# Landau–Lifshitz noise strengths in fluctuating hydrodynamics

## Statement

A simple isotropic fluid is at rest in equilibrium at temperature $T$, mass density $\rho$ and pressure $p$, with shear viscosity $\eta$, bulk viscosity $\zeta$ and thermal conductivity $\kappa$. Small deviations of the mass density, the momentum density $\mathbf g=\rho\mathbf v$ and the energy density $e$ obey

$$\partial_t\delta\rho=-\rho\,\nabla\!\cdot\!\mathbf v,\qquad \partial_t g_i=-\partial_i\delta p+\partial_j(\sigma'_{ij}+S_{ij}),\qquad \partial_t\delta e=-h\,\nabla\!\cdot\!\mathbf v+\kappa\nabla^2\delta T-\nabla\!\cdot\!\mathbf q. \tag{1}$$

Here $h=e+p$ is the enthalpy per volume, repeated indices are summed, and

$$\sigma'_{ij}=2\eta\,e_{ij}+\left(\zeta-\tfrac23\eta\right)\delta_{ij}\nabla\!\cdot\!\mathbf v,\qquad e_{ij}=\tfrac12(\partial_iv_j+\partial_jv_i).$$

The random stress $S_{ij}$ and the random heat flux $q_i$ have zero mean and the covariances given by Landau and Lifshitz (1957):

$$\langle S_{ij}(\mathbf r,t)S_{kl}(\mathbf r',t')\rangle=2k_BT\left[\eta(\delta_{ik}\delta_{jl}+\delta_{il}\delta_{jk})+\left(\zeta-\tfrac23\eta\right)\delta_{ij}\delta_{kl}\right]\delta(\mathbf r-\mathbf r')\,\delta(t-t'), \tag{2}$$

$$\langle q_i(\mathbf r,t)q_j(\mathbf r',t')\rangle=2k_BT^2\kappa\,\delta_{ij}\,\delta(\mathbf r-\mathbf r')\,\delta(t-t'),\qquad \langle S_{ij}\,q_k\rangle=0. \tag{3}$$

Stationarity of the Einstein distribution fixes the covariances of the divergences $\partial_jS_{ij}$ and $\nabla\cdot\mathbf q$, which are all that enter (1). Locality, isotropy and the symmetry of the stress then select the tensors (2) and (3).

## Premises

1. **Einstein distribution** (Einstein 1910). In equilibrium the probability density of the coarse-grained fields is proportional to $\exp(\Delta\mathcal S/k_B)$, where $\Delta\mathcal S$ is the entropy deficit, taken to second order. The entropy is a volume integral of the local-equilibrium entropy density.
2. **Linear regression.** The mean decay of a small fluctuation follows (1) without the random terms, with constant coefficients.
3. **Conservation.** Noise enters as the divergence of a flux. The mass flux is the momentum density itself, so the continuity equation has no noise. The random work term $v_iS_{ij}$ in the energy flux is of second order and is dropped.
4. **White Gaussian noise.** The random fluxes are sums of many molecular contributions that lose memory quickly compared with the hydrodynamic times. They are Gaussian, independent of the state, and proportional to $\delta(t-t')$ in their covariance.
5. **Locality and symmetry.** The covariances are constant isotropic tensors times $\delta(\mathbf r-\mathbf r')$, without gradient terms, and $S_{ij}=S_{ji}$ because the fluid carries no slow internal angular momentum.

The volume is a periodic box, so integrations by parts leave no surface terms.

## Proof

### Step 1: stationarity for a finite set of variables

Let $x_a$ be real variables with $\Delta\mathcal S=-\tfrac12x^{\mathsf T}Hx$, where $H$ is symmetric and positive definite. Define the forces $X=-\partial\Delta\mathcal S/\partial x=Hx$. A linear Langevin equation can be written

$$\dot x=-\Lambda X+f,\qquad \langle f_a(t)f_b(t')\rangle=2Q_{ab}\,\delta(t-t'),$$

since any drift matrix $M$ equals $\Lambda H$ with $\Lambda=MH^{-1}$. $Q$ is symmetric. Over a short time $\Delta t$ the mean increment is $-\Lambda X\Delta t$, the covariance of the increment is $2Q\Delta t$, and higher moments are of higher order in $\Delta t$. The probability density $\Pi$ therefore obeys the Fokker–Planck equation

$$\partial_t\Pi=\partial_a\left[(\Lambda X)_a\Pi+Q_{ab}\,\partial_b\Pi\right].$$

For $\Pi\propto\exp(\Delta\mathcal S/k_B)$ one has $\partial_b\Pi=-X_b\Pi/k_B$. The bracket becomes $(NX)_a\Pi$ with $N=\Lambda-Q/k_B$, and

$$\partial_t\Pi=\left[\operatorname{tr}(NH)-X^{\mathsf T}NX/k_B\right]\Pi .$$

This vanishes for all $x$ only if the quadratic form vanishes, that is, if $N$ is antisymmetric. The trace of an antisymmetric times a symmetric matrix is then zero as well, so the condition is also sufficient. Hence $2Q=k_B(\Lambda+\Lambda^{\mathsf T})$.

The noiseless motion produces entropy at the rate $\dot{\mathcal S}=-X^{\mathsf T}\dot x=X^{\mathsf T}\Lambda X$. Since $H$ is invertible, every fixed vector $Y$ is the force of some state, and the condition reads

$$\langle (Y\!\cdot\! f)(t)\,(Y\!\cdot\! f)(t')\rangle=2k_B\,\dot{\mathcal S}[Y]\,\delta(t-t')\quad\text{for all }Y. \tag{4}$$

A symmetric matrix is fixed by its quadratic form, so (4) determines $Q$ completely. The antisymmetric, reversible part of $\Lambda$ produces neither entropy nor noise. Fields are covered by dividing the box into cells of volume $\Delta V$, with $\delta(\mathbf r-\mathbf r')$ standing for $\delta_{nn'}/\Delta V$.

### Step 2: forces of the fluid

Let $s(\rho,\epsilon)$ be the entropy per volume as a function of density and internal energy per volume, $\epsilon=e-g^2/2\rho$. The Gibbs relation is $T\,ds=d\epsilon-\mu\,d\rho$, with $\mu$ the chemical potential per mass. The terms of $\int s\,d^3r$ that are linear in $\delta e$ and $\delta\rho$ are constants of the motion and are subtracted. The derivatives of $s$ with respect to $e$, $g_i$ and $\rho$ are $1/T$, $-v_i/T$ and $-\mu/T+v^2/2T$. To first order the forces are

$$X_e=\frac{\delta T}{T^2},\qquad X_{g,i}=\frac{v_i}{T},\qquad X_\rho=\delta\!\left(\frac{\mu}{T}\right). \tag{5}$$

The distribution itself follows from $\Delta\mathcal S=-\tfrac12\int(\delta e\,X_e+\mathbf g\cdot\mathbf X_g+\delta\rho\,X_\rho)\,d^3r$. With the free energy density $\phi=\epsilon-Ts$ one has $d(\phi/T)=-\epsilon\,dT/T^2+(\mu/T)\,d\rho$, whence $\partial_T(\mu/T)|_\rho=-T^{-2}\partial_\rho\epsilon|_T$. This cancels the terms in $\delta\rho\,\delta T$. The Gibbs–Duhem relation $dp=s\,dT+\rho\,d\mu$ gives $\partial_\rho\mu|_T=1/(\rho^2\chi_T)$, with $\chi_T$ the isothermal compressibility. With $c_v$ the specific heat at constant volume,

$$\Delta\mathcal S=-\frac12\int\left[\frac{\rho c_v}{T^2}\,\delta T^2+\frac{\delta\rho^2}{\rho^2T\chi_T}+\frac{\rho v^2}{T}\right]d^3r. \tag{6}$$

The form is negative definite in a stable phase, as Step 1 requires.

### Step 3: entropy production

Insert the noiseless part of (1) into $\dot{\mathcal S}=-\int(X_\rho\,\partial_t\delta\rho+X_{g,i}\,\partial_tg_i+X_e\,\partial_t\delta e)\,d^3r$. After the pressure term is integrated by parts, the terms without transport coefficients are

$$\int\nabla\!\cdot\!\mathbf v\left[\rho\,\delta\!\left(\frac\mu T\right)-\frac{\delta p}{T}+\frac{h\,\delta T}{T^2}\right]d^3r .$$

Gibbs–Duhem and $h=Ts+\rho\mu$ give $\rho\,\delta(\mu/T)=\rho\,\delta\mu/T-\rho\mu\,\delta T/T^2=\delta p/T-h\,\delta T/T^2$. The bracket vanishes, so the Euler terms belong to the antisymmetric part of $\Lambda$. The remaining terms, each integrated by parts once, are

$$\dot{\mathcal S}=\int\left[\frac{2\eta\,e_{ij}e_{ij}+(\zeta-\frac23\eta)(\nabla\!\cdot\!\mathbf v)^2}{T}+\frac{\kappa\,|\nabla\delta T|^2}{T^2}\right]d^3r, \tag{7}$$

where $\sigma'_{ij}\partial_jv_i=\sigma'_{ij}e_{ij}$ was used. The force $X_\rho$ does not appear, in accord with a noiseless continuity equation, and no term is bilinear in $\mathbf v$ and $\delta T$.

### Step 4: the noise projected on a test field

Take fixed fields $\mathbf v(\mathbf r)$ and $\delta T(\mathbf r)$ as the vector $Y$ through (5). The random terms of (1) give

$$Y\!\cdot\! f=\int\left[\frac{v_i\,\partial_jS_{ij}}{T}-\frac{\delta T\,\nabla\!\cdot\!\mathbf q}{T^2}\right]d^3r=\int\left[-\frac{e_{ij}S_{ij}}{T}+\frac{q_i\,\partial_i\delta T}{T^2}\right]d^3r .$$

By premise 5 the covariances are built from isotropic tensors. At rank four, symmetric in $ij$ and in $kl$, the general form is $a(\delta_{ik}\delta_{jl}+\delta_{il}\delta_{jk})+b\,\delta_{ij}\delta_{kl}$. At rank two it is $d\,\delta_{ij}$. At rank three the only isotropic tensor is $\varepsilon_{ijk}$, which is antisymmetric in $ij$ and cannot represent $\langle S_{ij}q_k\rangle$. The cross-correlation is therefore zero, which matches the missing bilinear term in (7). The coefficient of $\delta(t-t')$ on the left of (4) is

$$\int\left[\frac{2a\,e_{ij}e_{ij}+b\,(\nabla\!\cdot\!\mathbf v)^2}{T^2}+\frac{d\,|\nabla\delta T|^2}{T^4}\right]d^3r .$$

### Step 5: matching

The test fields are independent, so the thermal and the viscous parts of (4) hold separately. The thermal part gives $d/T^4=2k_B\kappa/T^2$, or $d=2k_BT^2\kappa$. For the viscous part take one Fourier component $\mathbf v_{\mathbf k}$, for which $e_{ij}e_{ij}\to\frac12(k^2|\mathbf v_{\mathbf k}|^2+|\mathbf k\cdot\mathbf v_{\mathbf k}|^2)$. Then

$$a\,k^2|\mathbf v_{\mathbf k}|^2+(a+b)|\mathbf k\cdot\mathbf v_{\mathbf k}|^2=2k_BT\left[\eta\,k^2|\mathbf v_{\mathbf k}|^2+\left(\zeta+\tfrac13\eta\right)|\mathbf k\cdot\mathbf v_{\mathbf k}|^2\right].$$

A transverse field gives $a=2k_BT\eta$. A longitudinal field then gives $a+b=2k_BT(\zeta+\eta/3)$, so $b=2k_BT(\zeta-2\eta/3)$. These are (2) and (3). $\blacksquare$

### Remarks

*Role of premise 5.* A divergence-free addition to $\mathbf q$ or $S_{ij}$ drops out of (1) and cannot be fixed by stationarity. For a stress without symmetry, $a_1\delta_{ik}\delta_{jl}+a_2\delta_{il}\delta_{jk}+b\,\delta_{ij}\delta_{kl}$, Step 5 would fix only $a_1$ and $a_2+b$.

*Components.* The amplitude of $\langle S_{xy}S_{xy}\rangle$ is $2k_BT\eta$. The double trace is $2k_BT(6\eta+9\zeta-6\eta)=18k_BT\zeta$, so the random pressure $-S_{ii}/3$ has amplitude $2k_BT\zeta$. As a map on tensors the bracket in (2) has eigenvalue $2\eta$ on the five traceless symmetric components and $3\zeta$ on the trace. A covariance cannot be negative, hence $\eta,\zeta,\kappa\ge0$.

*Green–Kubo form.* For the average $\bar S_{xy}$ over a volume $V$, and with $\int_0^\infty\delta(t)\,dt=\frac12$, equation (2) gives $\eta=(V/k_BT)\int_0^\infty\langle\bar S_{xy}(t)\bar S_{xy}(0)\rangle\,dt$.

## Heat-flux noise in a solid

In an isotropic solid the displacement $\mathbf u$ is a further slow field, with the noiseless kinematic equation $\partial_t\mathbf u=\mathbf v$. The elastic and thermoelastic stresses are reversible and produce no entropy, so the thermal term of (7), and with it (3), is unchanged. A cubic crystal has an isotropic $\kappa$, and the heat-flux covariance is the same.

Let $K$ and $G$ be the isothermal bulk and shear moduli, $\alpha$ the linear expansion coefficient and $c_\varepsilon$ the specific heat at constant strain. The entropy density is $\delta s=\rho c_\varepsilon\delta T/T+3\alpha K\nabla\cdot\mathbf u$, and $T\partial_t\delta s=\kappa\nabla^2\delta T-\nabla\cdot\mathbf q$. Below the acoustic frequencies the stress is in balance. Far from surfaces this means $(K+\frac43G)\nabla(\nabla\cdot\mathbf u)=3\alpha K\nabla\delta T$, so that

$$\rho c\,\partial_t\delta T=\kappa\nabla^2\delta T-\nabla\!\cdot\!\mathbf q,\qquad c=c_\varepsilon+\frac{9\alpha^2K^2T}{\rho(K+\frac43G)}. \tag{8}$$

This $c$ lies between $c_\varepsilon$ and the value at constant stress, $c_\varepsilon+9\alpha^2KT/\rho$.

For a thermally insulated body expand $\delta T=\sum_n\theta_n\psi_n$ in real orthonormal functions with $\nabla^2\psi_n=-k_n^2\psi_n$ and zero normal derivative at the surface, where the normal random flux vanishes too. Projection of (8) gives $\rho c\,\dot\theta_n=-\kappa k_n^2\theta_n+\xi_n$ with $\xi_n=\int\mathbf q\cdot\nabla\psi_n\,d^3r$. By (3) and Green's identity, $\langle\xi_n\xi_m\rangle=2k_BT^2\kappa k_n^2\delta_{nm}\delta(t-t')$. Integration of the linear equation from $t=-\infty$ yields, for $k_n\neq0$,

$$\langle\theta_n(t)\theta_m(0)\rangle=\delta_{nm}\frac{k_BT^2}{\rho c}\,e^{-Dk_n^2|t|},\qquad D=\frac{\kappa}{\rho c}. \tag{9}$$

The variance is that of the thermal term of (6) with $c$ in place of $c_v$.

## Thermorefractive noise of a monolithic resonator

**Frequency shift.** The resonator is a cylinder of length $L$ and radius $a_c$ with mirrors on both end faces. The mode obeys the scalar equation $\nabla^2E+(\omega_0n/c_0)^2E=0$, with $c_0$ the speed of light. The operator is self-adjoint, so to first order $\int|E|^2\,\delta(\omega_0n)\,d^3r=0$. With $\delta(\omega_0n)=n_g\delta\omega_0+\omega_0\beta\,\delta T$, group index $n_g=d(\omega_0n)/d\omega_0$ and $\beta=dn/dT$,

$$y\equiv\frac{\delta\omega_0}{\omega_0}=-\frac{\beta}{n_g}\,\overline{\delta T},\qquad \overline{\delta T}=\int W\,\delta T\,d^3r,\qquad W=\frac{2}{\pi w^2}e^{-2r^2/w^2}\,\frac{1-\cos Q_0z}{L}.$$

$W$ is the normalised intensity of a Gaussian standing wave with constant $1/e^2$ intensity radius $w$, idealised with nodes at both faces, and $Q_0=4\pi n/\lambda$ for vacuum wavelength $\lambda$.

**Correlation function.** The axial functions are $L^{-1/2}$ and $(2/L)^{1/2}\cos(m\pi z/L)$. The axial factor of $W$ projects on the first with squared amplitude $1/L$ and on $\cos Q_0z$ with $1/(2L)$. For $a_c\to\infty$ the transverse functions are plane waves, and the transform of the Gaussian is $e^{-k^2w^2/8}$. For the axially uniform part, (9) and the substitution $u=k^2w^2/4$ give

$$C(t)=\frac{k_BT^2}{\rho cL}\int\!\frac{d^2k}{(2\pi)^2}e^{-k^2w^2/4-Dk^2|t|}=\sigma_T^2\int_0^\infty\! e^{-u(1+|t|/\tau)}du=\frac{\sigma_T^2}{1+|t|/\tau},$$

$$\sigma_T^2=\frac{k_BT^2}{\rho c\,\pi w^2L},\qquad\tau=\frac{w^2}{4D}.$$

**Spectrum.** The one-sided density is $\mathcal P_T(f)=4\int_0^\infty C(t)\cos\omega t\,dt$ with $\omega=2\pi f$, normalised so that $\int_0^\infty\mathcal P_T\,df=C(0)$. With $\Omega=\omega\tau$ and $4\sigma_T^2\tau=k_BT^2/(\pi\kappa L)$,

$$\mathcal P_T(f)=\frac{k_BT^2}{\pi\kappa L}\,J(\Omega),\qquad \mathcal P_y=\left(\frac{\beta}{n_g}\right)^2\mathcal P_T, \tag{10}$$

$$J(\Omega)=\int_0^\infty\!\frac{u\,e^{-u}\,du}{u^2+\Omega^2}=\int_0^\infty\!\frac{\cos\Omega s}{1+s}\,ds=-\operatorname{Ci}(\Omega)\cos\Omega+\left[\frac\pi2-\operatorname{Si}(\Omega)\right]\sin\Omega .$$

The two integrals correspond to doing the time integral or the $u$ integral first. The closed form follows from the variable $\Omega(1+s)$ and the addition theorem of the cosine. For $\Omega\ll1$, $J\approx-\ln\Omega-\gamma_E$ with Euler's constant $\gamma_E$. For $\Omega\gg1$, $J\approx\Omega^{-2}$ and $\mathcal P_T\approx16k_BT^2\kappa/[\pi(\rho c)^2Lw^4\omega^2]$.

**Standing-wave term.** The $\cos Q_0z$ part has variance $\sigma_T^2/2$ and decay rate $DQ_0^2$, since $Q_0w\gg1$. For $\omega\ll DQ_0^2$ it adds the white level $2\sigma_T^2/(DQ_0^2)$. This equals the asymptote $4\sigma_T^2/(\omega^2\tau)$ of (10) at $\omega^2=2DQ_0^2/\tau$.

## Range of validity

- **Scales.** Lengths must exceed the mean free path of the carriers of momentum and heat, and times their relaxation times. Otherwise the coefficients depend on $k$ and $\omega$, and the delta functions acquire a width. The mean free path of heat carriers in silica glass is typically near 1 nm. In silicon at room temperature part of the heat is typically carried over several micrometres, which is small against a beam of 100 μm but not against the standing-wave period.
- **Classical statistics.** $f\ll k_BT/2\pi\hbar$, which is 6.25 THz at 300 K.
- **Linearity.** $T$, $\eta$, $\zeta$, $\kappa$ are equilibrium constants. In the nonlinear equations the noise depends on the state and needs a stochastic convention, and its coefficients are bare values that mode coupling renormalises. This matters near critical points and in two dimensions.
- **Equilibrium.** The proof needs the Einstein distribution. The use of (2) and (3) with local values under steady gradients is a further assumption.
- **Further slow variables.** Mixtures need a random diffusion flux, which may correlate with $\mathbf q$. In a glass the distribution refers to the frozen structure. Its internal friction is generally not a frequency-independent viscosity, so the white form (2) does not describe its mechanical noise, while (3) holds.
- **Resonator model.** Equation (10) needs $D/(2\pi a_c^2)\ll f$, frequencies below the acoustic resonances, and $L/2$ well below the Rayleigh range $z_R=\pi nw^2/\lambda$. Mechanical noise, coating noise, heating by absorbed light and carrier fluctuations in a semiconductor are separate sources outside the model.

## Numerical illustration

The assumed conditions are $T=300$ K, $\lambda=1.55$ μm, $L=10$ mm, $a_c=5$ mm, $w=100$ μm. All material inputs below are typical room-temperature values. Silicon, transparent at this wavelength, stands beside fused silica.

| typical input | fused silica | silicon |
|---|---|---|
| $\rho$ (kg m$^{-3}$) | 2200 | 2330 |
| $c$ (J kg$^{-1}$ K$^{-1}$) | 740 | 710 |
| $\kappa$ (W m$^{-1}$ K$^{-1}$) | 1.38 | 150 |
| $\beta$ (K$^{-1}$) | $1.0\times10^{-5}$ | $1.8\times10^{-4}$ |
| $n_g$ | 1.46 | 3.6 |
| $\alpha$ (K$^{-1}$) | $0.55\times10^{-6}$ | $2.6\times10^{-6}$ |
| $K$ (GPa) | 37 | 98 |

**Fused silica.** Intermediate values carry three figures so that the arithmetic can be repeated. The noise strength is $2k_BT^2\kappa=3.43\times10^{-18}$ W$^2$ s m$^{-1}$. Further, $D=8.48\times10^{-7}$ m$^2$ s$^{-1}$ and $\tau=2.95$ ms, so $\Omega=1$ at 54 Hz. The volume $\pi w^2L$ is 0.314 mm$^3$ and $\sigma_T=49$ nK, or $\sigma_T/T=1.6\times10^{-10}$, so the linearisation is safe. The prefactor of (10) is $2.87\times10^{-17}$ K$^2$ Hz$^{-1}$ and $\beta/n_g=6.85\times10^{-6}$ K$^{-1}$.

| $f$ (Hz) | $\Omega$ | $J$ | $\mathcal P_T^{1/2}$ (nK Hz$^{-1/2}$) | $\mathcal P_y^{1/2}$ ($10^{-14}$ Hz$^{-1/2}$) |
|---|---|---|---|---|
| 10 | 0.185 | 1.35 | 6.2 | 4.3 |
| 100 | 1.85 | 0.161 | 2.1 | 1.5 |
| 1000 | 18.5 | 0.00286 | 0.29 | 0.20 |

At the optical frequency $c_0/\lambda=193$ THz the model's frequency noise at 100 Hz is 2.8 Hz Hz$^{-1/2}$.

**Neglected terms for silica.**

- The choice of specific heat matters at most by $9\alpha^2KT/\rho c=1.9\times10^{-5}$.
- With a typical phase index $n=1.44$, $z_R=29$ mm, and $w^2$ grows by the fraction $(L/2z_R)^2=0.029$ from a central waist to the faces.
- The standing-wave term has $Q_0=1.17\times10^{7}$ m$^{-1}$ and the level $4.2\times10^{-23}$ K$^2$ Hz$^{-1}$. This is $5\times10^{-4}$ of $\mathcal P_T$ at 1 kHz and overtakes it near 45 kHz.
- The lower bound $D/(2\pi a_c^2)$ is 5.4 mHz. A typical longitudinal sound speed $c_l$ of 5900 m s$^{-1}$ puts the acoustic scale $c_l/2L$ at 0.3 MHz.
- The largest omission is thermal strain. Expansion shifts the faces, and the cold surroundings constrain the warm column, so that $\beta$ of a stress-free sample does not apply exactly. Both effects are driven by the same $\delta T$ and add in amplitude. Their relative order is $n_g\alpha/\beta=0.08$ in amplitude and 0.16 in power. Typical values of $\beta$ for silica in the near infrared range from about $0.9$ to $1.2\times10^{-5}$ K$^{-1}$, and $\mathcal P_y^{1/2}$ is proportional to $\beta$. The second figure of the last column is thus the model's and not the material's.

**Silicon, same geometry.** Here $\tau=27.6$ μs, and at 100 Hz $\Omega=0.0173$ and $J=3.50$, in the logarithmic regime and well above the lower bound of 0.58 Hz. The specific-heat and strain ratios are $1.1\times10^{-3}$ and 0.05, the first estimated with the isotropic formula. The model gives $\mathcal P_T^{1/2}=0.96$ nK Hz$^{-1/2}$ and $\mathcal P_y^{1/2}=4.8\times10^{-14}$ Hz$^{-1/2}$, a factor 3.3 above the model's silica value. The larger conductivity lowers the prefactor $k_BT^2/\pi\kappa L$ but moves the roll-off far above 100 Hz, and the larger $\beta/n_g$ outweighs the remaining reduction of the temperature noise.